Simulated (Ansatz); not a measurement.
## Ti: the change of pressure with volume scale

Results calculated with Ansatz 0.2.0, not measured. Periodic Kohn-Sham DFT of a crystal at fixed atoms, scaled to volume_scale times the given cell; pressure positive in compression, energy less spherical unpolarised free atoms, largest_vzz the field gradient of largest size among the nuclei.

The cell before it is scaled or strained (space group Fm-3m, No. 225):
```
CELL_PARAMETERS angstrom
0.00000 2.03000 2.03000
2.03000 0.00000 2.03000
2.03000 2.03000 0.00000
ATOMIC_POSITIONS crystal
Ti 0.00000 0.00000 0.00000
```

Settings of every row: method frozen-core PAW; functional LDA; relativity scalar; k mesh 14x14x14; filling fermi-dirac; smearing width 0.05 eV; wave cutoff 420 eV; paw set soft_2.

Atom start moment: 0 on all atoms.

Limits: PAW files made with PBE.

| row | volume scale | V (Å³/atom) | pressure (GPa) |
| --- | --- | --- | --- |
| 1 | 0.94 | 15.727 | 2.341 |
| 2 | 0.96 | 16.062 | -0.291 |
| 3 | 0.98 | 16.396 | -2.692 |
| 4 | 0.99 | 16.564 | ? |
| 5 | 1 | 16.731 | -4.882 |
| 6 | 1.01 | 16.898 | -5.903 |
| 7 | 1.02 | 17.065 | -6.879 |
| 8 | 1.04 | 17.4 | -8.701 |
| 9 | 1.06 | 17.735 | -10.361 |

Question: what pressure should row 4 give?

Worked fit of pressure. Take u = (V_r/V)^(2/3) − 1 with V_r = 16.815 Å³ an atom, which is twice the finite (Eulerian) strain; such expansions in the strain, on which the Birch-Murnaghan equation of state is built, carry the rest volume and the bulk modulus. The shown rows have u = 0.0456, 0.03101, 0.01696, 0.00334, -0.00328, -0.00979, -0.02254, -0.03489. Least squares give pressure = −5.4022 + 154.122 × u + 343.97 × u² GPa; a straight line predicts inner rows, each left out in turn, worse (root mean square 0.18 against 0.0019 GPa). The rows lie off it by 0.000, 0.001, -0.003, 0.002, 0.001, -0.001, 0.000, 0.000. The pressure vanishes at u = 0.0327, or V = 16.02 Å³ an atom, and there the bulk modulus at fixed shape and fractions is B = −V dP/dV = (2/3)(1 + u) dP/du = 122 GPa. The withheld row has u = 0.01008, so the fit gives −5.4022 + 154.122 × (0.01008) + 343.97 × (0.01008)² = -3.814 GPa.

The calculation gave -3.812 GPa. The fit lies 0.002 GPa (0.016 % of the column's range) below it; its largest miss of a shown row is 0.003 GPa.
